**Question.** I am trying to run the polarisation (Rayleigh–Schrödinger) series of SAPT by hand for Li⁺ approaching H₂. The geometry is T-shaped: H₂ is clamped at a bond length of 1.40 $a_0$ along $x$ with its midpoint at the origin, and Li⁺ ($q=+e$) sits at $z=R=8\,a_0$. I use atomic units with $e^2/a_0=E_h$, and these approximate, typical inputs:

- H₂ (monomer B): $\Theta=0.457\,ea_0^2$ and $\Phi_4=0.28\,ea_0^4$ (traceless moments $\sum e_i r_i^2P_2$ and $\sum e_i r_i^4P_4$ about the bond axis), $\alpha_\parallel=6.39\,a_0^3$, $\alpha_\perp=4.58\,a_0^3$.
- Li⁺ (monomer A): $\alpha_A=0.192\,a_0^3$.
- Model spectrum: each monomer is a three-dimensional harmonic oscillator with one excitation energy, $\omega_A=2.8\,E_h$ and $\omega_B=0.55\,E_h$ (illustrative values, $\hbar=1$). On H₂ the oscillating particle has charge $-Q$ with $Q=0.82\,e$, chosen so that the quadrupole polarisability for this geometry comes out near a typical $5\,a_0^5$. A fixed frame of charges makes the total permanent moments equal to $\Theta$ and $\Phi_4$.
- In $V$ I keep the permanent-moment energy, the dipole and quadrupole operators of H₂ in the potential of $q$, the dipole of Li⁺ in the field of $\Theta$, and the dipole–dipole coupling.

What are $E^{(1)}$, the three parts of $E^{(2)}$, and $E^{(3)}$? Why does $E^{(2)}$ split, what does the sum over $E^{(k)}$ in the recursion do, and how far can I trust the total?

---

**Answer.**

### The recursion

Write $H(\zeta)=H_0+\zeta V$ with $H_0=H_A+H_B$, where electrons 1, 2 belong to Li⁺ and 3, 4 to H₂, and $V$ holds every Coulomb term between the two sets of particles. Then $\Phi_0=\Phi_A\Phi_B$ and $E_0=E_A+E_B$, with no antisymmetriser between the monomers. Expand $\Psi=\sum_n\zeta^n\Phi^{(n)}$ and $E=E_0+\sum_{n\ge1}\zeta^nE^{(n)}$ in intermediate normalisation, $\Phi^{(0)}=\Phi_0$ and $\langle\Phi_0|\Phi^{(n)}\rangle=0$ for $n\ge1$. The coefficient of $\zeta^n$ in the Schrödinger equation is

$$(H_0-E_0)\Phi^{(n)}=-V\Phi^{(n-1)}+\sum_{k=1}^{n}E^{(k)}\Phi^{(n-k)} .$$

Projecting on $\Phi_0$ removes the left side and leaves only $k=n$ in the sum. Acting instead with the reduced resolvent $R_0=\hat Q/(H_0-E_0)$, $\hat Q=1-|\Phi_0\rangle\langle\Phi_0|$, removes the $k=n$ term because $R_0\Phi_0=0$. Hence

$$E^{(n)}=\langle\Phi_0|V|\Phi^{(n-1)}\rangle,\qquad \Phi^{(n)}=-R_0V\Phi^{(n-1)}+\sum_{k=1}^{n-1}E^{(k)}R_0\Phi^{(n-k)} .$$

**First order.** $V=\iint\hat\rho_A(\mathbf r)\hat\rho_B(\mathbf r')/|\mathbf r-\mathbf r'|\,d^3r\,d^3r'$, where the charge-density operators include the nuclei. In a product state the expectation value factorises, so $E^{(1)}$ is the classical Coulomb energy of the two unperturbed total charge densities.

**Second order.** Let $P_X$ project on the ground state of monomer $X$, and $Q_X=1-P_X$. Then $\hat Q=Q_AP_B+P_AQ_B+Q_AQ_B$ exactly. The three projectors are mutually orthogonal and commute with $H_0$, so $E^{(2)}=-\langle\Phi_0|VR_0V|\Phi_0\rangle$ is a sum of three terms with no cross terms:

$$E^{(2)}=-\sum_{a\ne0}\frac{|V_{a0,00}|^2}{\omega_a}-\sum_{b\ne0}\frac{|V_{0b,00}|^2}{\omega_b}-\sum_{a,b\ne0}\frac{|V_{ab,00}|^2}{\omega_a+\omega_b},$$

where $a,b$ label monomer states with excitation energies $\omega_a,\omega_b$. These are ind(A), ind(B) and disp. In ind(A) the partner is averaged over $\Phi_B$, so A responds to the static potential of unperturbed B, and conversely for ind(B). For ground-state monomers every denominator is positive, so no term can be positive. None of this needs a multipole expansion; that enters only with your model.

### Your model

For H₂ write each displacement as $x_i=s_i(b_i+b_i^\dagger)$. The dipole is $\mu^B_i=-Qx_i$, and $\alpha_i=2Q^2s_i^2/\omega_B$ fixes the widths:

$$s_z^2=s_y^2=\frac{\alpha_\perp\omega_B}{2Q^2}=1.873\,a_0^2,\qquad s_x^2=\frac{\alpha_\parallel\omega_B}{2Q^2}=2.613\,a_0^2 .$$

Expanding $-Qq/|\mathbf R-\mathbf r|$ in $r/R$ gives $-Qq\,[1/R+z/R^2+(2z^2-x^2-y^2)/2R^3+\dots]$. The $1/R$ term cancels against the frame, and the ground-state average of the quadratic term is already counted in $\Theta$. So

$$V=E^{(1)}-\frac{Qq}{R^2}z+\sum_ig_i(x_i^2-s_i^2)-F_A\mu^A_z+\frac{\mu^A_x\mu^B_x+\mu^A_y\mu^B_y-2\mu^A_z\mu^B_z}{R^3},$$

with $g_z=-Qq/R^3$, $g_x=g_y=+Qq/2R^3$, and $\mu^A_i=\sqrt{\alpha_A\omega_A/2}\,(a_i+a_i^\dagger)$. The quadrupole potential on the $z$ axis is $-\Theta/2z^3$, so the field at Li⁺ is $F_A=-3\Theta/2R^4=-1.674\times10^{-4}\,E_h/(ea_0)$, pointing towards H₂.

### First order

The angle between the bond and $\mathbf R$ is 90°, so $P_2=-1/2$ and $P_4=3/8$:

$$E^{(1)}=-\frac{q\Theta}{2R^3}+\frac{3q\Phi_4}{8R^5}=(-446.3+3.2)\,\mu E_h=-443.1\,\mu E_h .$$

With $1\,\mu E_h=0.21947$ cm⁻¹ this is $-97.2$ cm⁻¹. The sign reflects $\Theta>0$: the negative charge of H₂ lies around the waist of the bond, facing the cation.

### Second order

$\Phi^{(1)}=-R_0V\Phi_0$ has coefficients $c_n=-V_{n0}/\omega_n$. Using $\langle1|x|0\rangle=s$ and $\langle2|x^2|0\rangle=\sqrt2s^2$, the states with only H₂ excited are:

| state of H₂ | $V_{n0}$ | value / m$E_h$ | $\omega_n/E_h$ | $c_n$ |
|---|---|---|---|---|
| $1_z$ | $v=-Qqs_z/R^2$ | $-17.54$ | 0.55 | $0.03188$ |
| $2_z$ | $u=\sqrt2g_zs_z^2$ | $-4.243$ | 1.10 | $0.003857$ |
| $2_y$ | $\sqrt2g_ys_y^2$ | $2.121$ | 1.10 | $-0.001928$ |
| $2_x$ | $\sqrt2g_xs_x^2$ | $2.960$ | 1.10 | $-0.002691$ |

Then ind(B) $=\sum_nV_{n0}c_n$. The first row gives the familiar $R^{-4}$ law and the other three give the quadrupole response:

$$E^{(2)}_{\rm ind}(B)=-\frac{q^2\alpha_\perp}{2R^4}-\frac{q^2\omega_B(5\alpha_\perp^2+\alpha_\parallel^2)}{16Q^2R^6}=(-559.1-28.4)\,\mu E_h=-587.5\,\mu E_h .$$

The $R^{-6}$ coefficient is $7.449\,E_ha_0^6$. In the convention where it equals $\tfrac32q^2C_{zz,zz}$, this means $C_{zz,zz}=4.97\,a_0^5$, which only restates the choice of $Q$.

With only Li⁺ excited there is one state, and

$$E^{(2)}_{\rm ind}(A)=-\tfrac12\alpha_AF_A^2=-0.0027\,\mu E_h .$$

With both excited there are three states $|1_i^A1_i^B\rangle$ at $\omega_A+\omega_B$, with squared geometric factors 1, 1, 4 for $x,y,z$:

$$E^{(2)}_{\rm disp}=-\frac{\alpha_A(\alpha_\parallel+5\alpha_\perp)}{4R^6}\,\frac{\omega_A\omega_B}{\omega_A+\omega_B}=-\frac{0.646\,E_ha_0^6}{R^6}=-2.47\,\mu E_h .$$

For an isotropic partner the bracket becomes $6\alpha$ and the London prefactor $3/2$ is recovered. All three terms are negative, and $E^{(2)}=-590.0\,\mu E_h$.

### Third order

The recursion gives $\Phi^{(2)}=-R_0(V-E^{(1)})\Phi^{(1)}$, and $E^{(3)}=\langle\Phi_0|V|\Phi^{(2)}\rangle$ needs only the components that $V$ connects back to $\Phi_0$. The slowest decay comes from two dipole factors ($R^{-2}$ each) and one quadrupole factor ($R^{-3}$), all in the $z$ mode. The elements required are $\langle1_z|V-E^{(1)}|1_z\rangle=g_z(3s_z^2-s_z^2)=-6.000$ m$E_h$ and $\langle2_z|V|1_z\rangle=\sqrt2v=-24.80$ m$E_h$. The coefficients $d_n$ of $\Phi^{(2)}$ are

$$d_{1_z}=-\frac{2g_zs_z^2\,c_{1_z}+\sqrt2v\,c_{2_z}}{\omega_B}=5.217\times10^{-4},\qquad d_{2_z}=-\frac{\sqrt2v\,c_{1_z}}{2\omega_B}=7.188\times10^{-4},$$

where $d_{2_z}$ omits the piece from $c_{2_z}$, which contributes at $R^{-9}$. Therefore

$$E^{(3)}_{R^{-7}}=v\,d_{1_z}+u\,d_{2_z}=(-9.148-3.049)\,\mu E_h=\frac{4v^2g_zs_z^2}{\omega_B^2}=-\frac{q^3\alpha_\perp^2}{QR^7}=-12.20\,\mu E_h ,$$

with coefficient $25.58\,E_ha_0^7$. This is the dipole–dipole–quadrupole hyperpolarisability term. It is odd in $q$, which shows that beyond second order there is no sign theorem.

This step also shows what the $E^{(k)}$ sum does. The diagonal element $\langle1_z|V|1_z\rangle$ contains the constant $E^{(1)}$, which shifts all levels equally and cannot polarise anything. The term $E^{(1)}R_0\Phi^{(1)}$ cancels it. Dropping that term would add a spurious $E^{(1)}\langle\Phi^{(1)}|\Phi^{(1)}\rangle\approx E^{(1)}c_{1_z}^2=-0.45\,\mu E_h$, which also falls as $R^{-7}$.

Parity in the quanta of each oscillator leaves three more third-order terms, all $R^{-9}$. They are most easily read from the exact solution, which exists because the model is quadratic. The $g_i$ term rescales each force constant of H₂ by $1+\zeta\lambda_i$ with $\lambda_i=2g_i\alpha_i/Q^2$, so $\alpha_i\to\alpha_i/(1+\zeta\lambda_i)$ and $\omega_B\to\omega_B\sqrt{1+\zeta\lambda_i}$; here $\lambda_z=-0.0218$, $\lambda_y=0.0109$, $\lambda_x=0.0152$.

- Three quadrupole factors: the cubic term of the zero-point energy, $\omega_B\sum_i\lambda_i^3/32=-0.096\,\mu E_h$.
- Dispersion with the rescaled $\alpha_i$ and $\omega_B$, to first order in $\lambda_i$: each of the three axis contributions is multiplied by $-\tfrac12\lambda_i[1+\omega_B/(\omega_A+\omega_B)]$, giving $-0.012\,\mu E_h$.
- Mutual induction: the dipole $-q\alpha_\perp/R^2$ induced on H₂ makes a field $F'=-2q\alpha_\perp/R^5=-2.795\times10^{-4}\,E_h/(ea_0)$ at Li⁺, and the cross term of $-\tfrac12\alpha_A(F_A+F')^2$ is $-\alpha_AF_AF'=-0.0090\,\mu E_h$.

Altogether $E^{(3)}=-12.3\,\mu E_h$. Both this cross term and the fourth-order $-\tfrac12\alpha_AF'^2=-0.0075\,\mu E_h$ exceed second-order ind(A). The order in $\zeta$ ranks terms by powers of $V$ and not by size within one physical category.

### Summary for the model at $R=8\,a_0$

| term | $\mu E_h$ | cm⁻¹ |
|---|---|---|
| $E^{(1)}$ | $-443.1$ | $-97.2$ |
| ind(B), dipole | $-559.1$ | $-122.7$ |
| ind(B), quadrupole | $-28.4$ | $-6.2$ |
| ind(A) | $-0.0027$ | $-0.0006$ |
| disp | $-2.47$ | $-0.54$ |
| $E^{(3)}$ | $-12.3$ | $-2.7$ |
| sum | $-1045.4$ | $-229.4$ |

As a test of the recursion, the exact ground-state energy at $\zeta=1$ follows by adding, for each axis, the static minimum and the zero-point shift of two coupled oscillators. With $T_x=T_y=1/R^3$ and $T_z=-2/R^3$, the squared normal frequencies of axis $i$ are the eigenvalues of

$$\begin{pmatrix}\omega_B^2(1+\zeta\lambda_i)&\zeta T_i\sqrt{\alpha_A\alpha_i}\,\omega_A\omega_B\\ \zeta T_i\sqrt{\alpha_A\alpha_i}\,\omega_A\omega_B&\omega_A^2\end{pmatrix}.$$

The shift is half the sum of the two frequencies, less $(\omega_A+\omega_B)/2$ and less the average $\zeta\omega_B\lambda_i/4=\zeta g_is_i^2$ subtracted in $V$. The static part is $-\tfrac12\zeta^2\mathbf F^{T}K^{-1}\mathbf F$ with $\mathbf F=(-q/R^2,F_A)$, $K_{11}=(1+\zeta\lambda_z)/\alpha_\perp$, $K_{22}=1/\alpha_A$, $K_{12}=\zeta T_z$. The Taylor coefficients in $\zeta$ reproduce $E^{(2)}$ and $E^{(3)}$, and all orders beyond the third add $-0.28\,\mu E_h$, mostly $-q^2\alpha_\perp\lambda_z^2/2R^4=-0.27\,\mu E_h$. The nearest singularity is where the $z$ determinant vanishes, $1+\zeta\lambda_z-\zeta^2T_z^2\alpha_A\alpha_\perp=0$, at $\zeta\approx45$, so the model's series converges fast.

### How far to trust it

The decimals in the table belong to the model. Several terms left out of $V$ are as large as the dispersion energy or larger; the estimates below use rough typical inputs.

- Dipole–octopole cross term in ind(B), $-q^2E_{z,zzz}/R^6$ with $E_{z,zzz}=2\sum_b\langle0|\mu_z|b\rangle\langle b|\Omega_{zzz}|0\rangle/\omega_b$ and $\Omega_{zzz}=\sum e_ir_i^3P_3$ about $z$. With $E_{z,zzz}\approx-2\,a_0^5$ for an axis perpendicular to the bond it is $+7.6\,\mu E_h$.
- $R^{-8}$ induction, $-q^2\alpha_3/2R^8-q^4\gamma/24R^8$, with octopole polarisability $\alpha_3\approx120\,a_0^7$ and second hyperpolarisability $\gamma\approx600$ a.u.: $-5.1\,\mu E_h$. A harmonic oscillator has $\gamma=0$, so the model's tiny fourth order understates the molecule's.
- $R^{-8}$ dispersion between the Li⁺ dipole and the H₂ quadrupole. The isotropic estimate $C_8\approx\tfrac{15}{4}\alpha_A\alpha_2\,\omega_A\omega_2/(\omega_A+\omega_2)$, with $\alpha_2=3C_{zz,zz}$ and $\omega_2=2\omega_B$, gives $-0.5\,\mu E_h$, so dispersion is good to one figure.

The first two partly cancel, and the $R^{-7}$ coefficient was not fitted to any property of H₂. The model's interaction energy should be quoted as about $-229$ cm⁻¹ ($-0.66$ kcal/mol), with omitted terms of a few cm⁻¹.

The fast convergence is also the model's. In the real four-electron problem $H(\zeta)$ does not act on spin, and $\Phi_0$ is a nodeless spatial function symmetric in $1\leftrightarrow2$ and $3\leftrightarrow4$. At $\zeta=1$ this symmetry admits Pauli-forbidden states, such as three electrons in the Li 1s orbital plus H₂⁺. A product of three 1s orbitals of exponent $\eta$ has energy $\tfrac32\eta^2-9\eta+3\cdot\tfrac58\eta$ in $E_h$, with minimum $-8.46\,E_h$ at $\eta=2.375\,a_0^{-1}$. With approximate inputs of $-7.28\,E_h$ for Li⁺ and $I=0.60\,E_h$ for the vertical ionisation of H₂, moving one electron gains at least $1.18\,E_h$ and costs $0.60\,E_h$, so the forbidden state lies more than half a hartree below the physical one. $\Phi_0$ is the lowest state at $\zeta=0$, and the lowest eigenvalue, being nondegenerate, is analytic along real $\zeta$ while it stays isolated. It ends on a forbidden state. At $\zeta=1$ the series therefore either diverges or converges to the wrong energy. The low orders are still useful, since at large $R$ they carry the coefficients of the $1/R$ expansion, and SAPT repairs them by applying the antisymmetriser in the energy expression, which supplies the exchange terms.

For that reason these formulas must not be carried into the well. At $R=3.9\,a_0$, a typical equilibrium distance for the T-shaped complex, the terms through $R^{-7}$ sum to about $-18$ m$E_h$ ($-11$ kcal/mol), whereas the well depth is typically put near 10 m$E_h$. The model overbinds there by roughly 8 m$E_h$, because it lacks exchange repulsion and the damping of the multipole terms by charge overlap. Those effects follow the tail of the H₂ density, roughly $e^{-2\sqrt{2I}R}$, which falls by a factor $1.3\times10^{-4}$ between 3.9 and 8 $a_0$. That leaves about $1\,\mu E_h$ at $R=8\,a_0$ as an order of magnitude: not negligible beside the dispersion term, but a fraction of a cm⁻¹ in a total dominated by the charge–quadrupole and charge–induced-dipole terms.